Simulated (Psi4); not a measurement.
# AlN3H6 (SMILES [NH2][Al]([NH2])[NH2]): methods side by side

The species is AlN3H6 (10 atoms), meant as a singlet with charge 0. SMILES: `[NH2][Al]([NH2])[NH2]`. Geometry: optimised at PBE0/def2-TZVP.

Quantity: the HOMO–LUMO gap, in eV. The values are calculated.

```tsv
level	kind	program	value (eV)	CPU time
PBE-D4/def2-TZVPP (density fitting)	GGA	Psi4	4.80	74 s
r2SCAN-D4/def2-TZVPP (density fitting)	meta-GGA	Psi4	5.68	3.9 min
B3LYP-D4/def2-TZVPP (density fitting)	global hybrid	Psi4	6.46	53 s
PBE0-D4/def2-TZVPP (density fitting)	global hybrid	Psi4	7.04	56 s
wB97M-V/def2-TZVPP (density fitting)	range-separated hybrid	Psi4	10.90	4.7 min
```

The values span 4.80 to 10.90 eV. Orbital gaps aren't excitation energies; they tend to grow with the share of exact exchange. CPU times are rough (shared hosts, several kinds of processor): they show what a rung costs within a factor of a few.

All five levels give Al(NH2)3 a wide gap, but its size depends strongly on the functional, from 4.80 eV with PBE to 10.90 eV with wB97M-V. Because the geometry is common to all rows, the spread is electronic rather than structural, probably reflecting how far each functional's exchange treatment separates occupied from virtual levels. The step from PBE to r2SCAN shows that the gap can widen even without exact exchange.

The wide gap itself fits the bonding. Electronegative nitrogen holds the lone pairs in deep 2p-type orbitals, which probably form the HOMO, while the electropositive, electron-deficient aluminium offers a high-lying acceptor level of 3p or Al–N antibonding character, possibly mixed with diffuse functions. Donation from nitrogen into the formally empty aluminium 3p orbital should push the two sets further apart, though poor energy match and polar bonds limit this π interaction. The gap alone doesn't show how readily the monomer would associate through amide bridges, as Lewis-acidic aluminium amides commonly do.
